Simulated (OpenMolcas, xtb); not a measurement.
# How methods differ on C2H6Te (dimethyl telluride)

The species is C2H6Te (9 atoms), meant as a singlet with charge 0. SMILES: `C[Te]C`. The coordinates come from a PBE0-D4/def2-TZVP relaxation.

```xyz
9

C    -0.7772    1.0191   -0.8912
Te    1.2436    0.3715   -0.6460
C     0.7821   -1.0339    0.8952
H    -1.3996    0.1800   -1.1962
H    -0.7815    1.7785   -1.6723
H    -1.1419    1.4516    0.0385
H     0.0941   -1.7865    0.5148
H     1.7165   -1.5104    1.1894
H     0.3526   -0.5162    1.7507
```

Each level gives the vertical energy of the triplet above the singlet (eV). The values are calculated.

```csv
level,kind,program,value (eV),CPU time (all runs)
GFN0-xTB,semi-empirical,xtb,3.53,under 2 s
HF/def2-SVP (core potential),Hartree–Fock,OpenMolcas,3.41,23 s
SVWN5/def2-SVP (core potential),LDA,OpenMolcas,3.56,68 s
PBE/def2-SVP (core potential),GGA,OpenMolcas,3.42,1.8 min
M06-L/def2-SVP (core potential),meta-GGA,OpenMolcas,3.56,2.3 min
PBE0/def2-SVP (core potential),global hybrid,OpenMolcas,3.49,97 s
```

Spin-orbit coupling, which can split open shells on such heavy atoms by tenths of an eV, is left out. The values span 3.41 to 3.56 eV. The xTB rows lack spin polarisation, so open shells miss the exchange term that lowers them. Times are those of the runs behind each value, whatever else they computed, on shared processors of several kinds: orders of magnitude only.

At this geometry every level places the singlet well below the triplet, as expected for a closed-shell divalent telluride. The lowest triplet most likely promotes an electron from the tellurium 5p lone pair into a Te–C σ* orbital. That orbital lies fairly low because the diffuse tellurium valence orbitals overlap only modestly with carbon, making the bond weak.

The gap does not follow the share of exact exchange: PBE0 gives 3.49 eV, above both PBE at 3.42 eV and Hartree–Fock at 3.41 eV. A probable reason is that exact exchange raises the gap when PBE correlation is kept, whereas Hartree–Fock omits the opposite-spin correlation that favours the paired singlet. The near agreement of PBE and Hartree–Fock would then be a cancellation rather than a sign that either is accurate. Because occupying a σ* orbital should lengthen the Te–C bonds, the vertical values do not give the relaxed triplet energy or the barrier to photochemical methyl loss.
